## Where a conjugated silyl radical loses and gains an electron

The dimethyl(formyl)silyl radical has one unpaired electron, formally on silicon, next to a C=O group. How much of the charge change stays on silicon when an electron is removed or added? The column "fukui minus" gives each atom's share of the electron lost, and "fukui plus" its share of the electron gained. Both use Hirshfeld charges at fixed geometry. The results for silicon and two hydrogens are withheld below, to be forecast from the other nine atoms.

Hirshfeld-condensed Fukui functions of the neutral doublet dimethyl(formyl)silyl radical, computed with PySCF 2.14.0 at the B3LYP/def2-SVPD level in the gas phase. Fukui minus refers to vertical electron removal and fukui plus to vertical attachment, both to singlet ions at the fixed GFN2-xTB geometry.

| row | fukui minus (e) | computed element | fukui plus (e) |
| --- | --- | --- | --- |
| 1 | 0.036 | C | 0.031 |
| 2 | ? | Si | ? |
| 3 | 0.038 | C | 0.035 |
| 4 | 0.103 | C | 0.097 |
| 5 | 0.167 | O | 0.175 |
| 6 | 0.044 | H | 0.043 |
| 7 | ? | H | ? |
| 8 | 0.028 | H | 0.027 |
| 9 | 0.046 | H | 0.046 |
| 10 | 0.030 | H | 0.031 |
| 11 | 0.045 | H | 0.046 |
| 12 | ? | H | ? |

The two columns nearly coincide: on the known atoms they differ by at most 0.008 e. This is what a radical should show when both ions are singlets. Removal empties the singly occupied orbital, and attachment fills the same orbital with a second electron. The table therefore gives no grounds for separate donor and acceptor sites.

The methyl hydrogens suggest the shape of that orbital. On removal, those well out of the heavy-atom plane average 0.045 e, while those in the plane average 0.029 e, although all lie at about the same distance from silicon. A silicon p orbital perpendicular to the plane would explain the difference, because its lobes point above and below the plane and its node lies in it. No orbital or spin population is available, so this picture is argued, not shown. The in-plane hydrogens still change charge, since the other electrons relax and Hirshfeld partitioning assigns each atom some of its neighbours' density.

Such a p orbital can conjugate with the C=O group. The allyl radical is a useful simpler case: in the simplest π picture, its unpaired electron occupies the two end atoms and avoids the middle one. Here silicon and oxygen are the ends, which fits the larger value on O5 than on C4. The analogy stops at this ordering, because the two ends are different elements and C4 keeps a sizeable share.

### Forecasts

H7 is almost the mirror image of H6 through the plane, so it should have the same values. H12 lies in the plane, but its carbon changes charge more than a methyl carbon does. I start from the in-plane methyl value and add a quarter of the carbon's excess; the quarter is a guess. For removal, with 0.037 e as the mean of the two methyl carbons,

$$f_{\mathrm{H12}} = 0.029 + 0.25\,(0.103 - 0.037) = 0.0455\ \text{e}.$$

With no such addition, H12 would stay near 0.029 e.

The shares of all atoms must add up to one electron. The known atoms leave 0.463 e for the three withheld ones, so silicon receives

$$f_{\mathrm{Si2}} = 0.463 - 0.044 - 0.0455 = 0.3735\ \text{e}.$$

It should then be the largest site. The same steps give the forecasts for attachment, and the error bars are judgements rather than statistical intervals.

| Atom | Removal (e) | Attachment (e) | Error bar (e) |
|---|---|---|---|
| Si2 | 0.3735 | 0.381 | ±0.02 |
| H7 | 0.044 | 0.043 | ±0.003 |
| H12 | 0.0455 | 0.045 | ±0.015 |

### Computed values

The withheld rows as computed:

| row | fukui minus (e) | computed element | fukui plus (e) |
| --- | --- | --- | --- |
| 2 | 0.360 | Si | 0.359 |
| 7 | 0.044 | H | 0.043 |
| 12 | 0.059 | H | 0.066 |

Silicon is indeed the largest site, with about 2.2 times the share of oxygen on removal. H7 matches its mirror partner to the printed digits in both columns. For removal, the forecasts for Si2 and H12 each miss by 0.0135 e, which is within their error bars, though for H12 only narrowly. For attachment both fall outside: H12 is 0.021 e higher than forecast and Si2 is 0.022 e lower.

These two misses are really one. The silicon forecast was whatever the other atoms left of one electron. With H7 right, a forecast for H12 that is too low therefore makes the one for silicon too high by the same amount, apart from rounding. The silicon forecast was thus a test of the hydrogen estimates, not of a separate theory of silicon.

The error lies in the rule for H12, whose guessed quarter was too small. H12 exceeds the in-plane methyl hydrogens by 0.030 e on removal, which is about 0.45 of the carbon's excess; on attachment the fraction is about 0.58. One half would have given both values to 0.005 e or better. No single fraction gives both exactly, because from removal to attachment the value on C4 falls while that on H12 rises. The electrons of the C–H bond may respond to the added charge in their own way, but this was not tested. Attachment is also the less secure column, because the anion's highest occupied orbital has a positive energy.

The program output below compares this model with the hydrogens; its fitted coefficient equals one by construction, because the five known hydrogens enter as group means, and the withheld atoms took no part in the fit.

On removal, silicon carries 0.360 e of the change and the C4–O5 pair 0.27 e. That division belongs to a planar tight-binding geometry, whereas simple trialkylsilyl radicals are pyramidal. Bending at silicon would weaken the overlap with C=O and should leave more of the change on silicon. For organosilicon precursors used to deposit films, the result suggests where such a fragment would give or take charge, not where or how fast it would react.

Printed output of the fit:

```
Removal, remainder for Si2 and H7 and H12 together (e): 0.463
Attachment, remainder for Si2 and H7 and H12 together (e): 0.469
Removal, mean of known out-of-plane methyl H (e): 0.045
Removal, mean of in-plane methyl H (e): 0.029
Removal, ratio of out-of-plane to in-plane methyl H: 1.552
Largest difference between the two columns on known atoms (e): 0.008
Judged error bar for H7, plus or minus (e): 0.003
Judged error bar for H12, plus or minus (e): 0.015
Judged error bar for Si2, plus or minus (e): 0.02
fit of fukui_minus on 5 rows (atom > 5): coefficient of modm 1 +/- 0.011; rms 0.000894, worst 10 -0.001, leave-one-out rms 0.00111
  rows outside the fit (model, value, miss): 1 0.036, 0.036, -1.39e-17; 2 0.3735, 0.36, 0.0135; 3 0.038, 0.038, -1.39e-17; 4 0.103, 0.103, -2.78e-17; 5 0.167, 0.167, -5.55e-17; 7 0.044, 0.044, -1.39e-17; 12 0.0455, 0.059, -0.0135
fit of fukui_plus on 5 rows (atom > 5): coefficient of modp 1 +/- 0.021; rms 0.00167, worst 10 -0.002, leave-one-out rms 0.00205
  rows outside the fit (model, value, miss): 1 0.031, 0.031, -1.04e-17; 2 0.381, 0.359, 0.022; 3 0.035, 0.035, -1.39e-17; 4 0.097, 0.097, -2.78e-17; 5 0.175, 0.175, -5.55e-17; 7 0.043, 0.043, -1.39e-17; 12 0.045, 0.066, -0.021
Removal, sum over all twelve atoms (e): 1
Attachment, sum over all twelve atoms (e): 0.999
Removal, ratio of Si2 to O5: 2.156
Removal, H12 less mean of in-plane methyl H (e): 0.03
Removal, C4 and O5 together (e): 0.27
```
